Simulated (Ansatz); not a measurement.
Relative energies of CH5FOSi isomers

2 of its isomers, all singlets with charge 0: A = `OC(F)[SiH3]`; B = `CO[SiH2]F`.

Shapes, held fixed at every level: PBE0-D4/def2-TZVP. Flexible molecules stand in one conformer, not always the lowest. Programs: Ansatz 0.2.0.

A:

```xyz
9

O    -0.1532    1.1939   -1.0928
C     0.4958    0.1216   -0.5218
F     0.5989   -0.9220   -1.4458
Si   -0.5178   -0.4878    0.9812
H     0.4154    1.6005   -1.7554
H     1.5335    0.3679   -0.2565
H    -1.8954   -0.8029    0.5347
H     0.1444   -1.6986    1.5274
H    -0.5332    0.5811    2.0118
```

B:

```xyz
9

C    -0.2802    1.1507   -0.6884
O    -0.7436   -0.0642   -0.1380
Si    0.1689   -1.1277    0.6799
F     1.2020   -1.8652   -0.2901
H     0.1896    0.9790   -1.6608
H    -1.1359    1.8136   -0.8230
H     0.4434    1.6435   -0.0290
H    -0.7482   -2.1417    1.2319
H     0.9924   -0.4342    1.7003
```

Electronic energies in kJ/mol, without zero-point or thermal terms.

| level | kind | B − A |
| --- | --- | --- |
| HF/def2-TZVPP | Hartree–Fock | -333.5 |
| r2SCAN-D4/def2-TZVPP | meta-GGA | -306.8 |
| B3LYP-D4/def2-TZVPP | global hybrid | -308.8 |
| PBE0-D4/def2-TZVPP | global hybrid | -296.1 |
| CCSD(T)/def2-TZVPP | coupled cluster or CI | -314.5 |
| CCSD/def2-TZVPP | coupled cluster or CI | -318.5 |
| CCSD(T)/CBS estimate | coupled cluster or CI | -318.7 |

The highest level, CCSD(T)/CBS estimate, puts B lowest of these. All levels agree on that. The B − A difference spans -333.5 to -296.1 kJ/mol over the levels. The CBS estimate extrapolates MP2 from def2-TZVPP and def2-QZVPP and adds CCSD(T) − MP2 in the triple-zeta set, cores frozen.

The fluorosilyl ether B lies far below the α-fluoro-α-silyl alcohol A, by 318.7 kJ/mol at the highest level, a gap much too large for the spread between methods to threaten the ordering. The cause is where the electronegative atoms sit. B binds both fluorine and oxygen to electropositive silicon, in strong, highly polar bonds, and leaves carbon with hydrogen. A spends its fluorine on carbon and keeps a comparatively weak Si–C bond and an additional Si–H bond. These gains outweigh the loss of the O–H bond and of the geminal O–C–F stabilisation in A, which has a counterpart at silicon in B.

Hartree–Fock exaggerates the preference and all three density functionals understate it, PBE0 most. The near coincidence of CCSD in the triple-zeta basis with the CBS estimate reflects cancellation: triples reduce the gap, while basis-set extension widens it again. The energies establish a strong driving force from A to B, but not how readily the necessary migrations would occur.
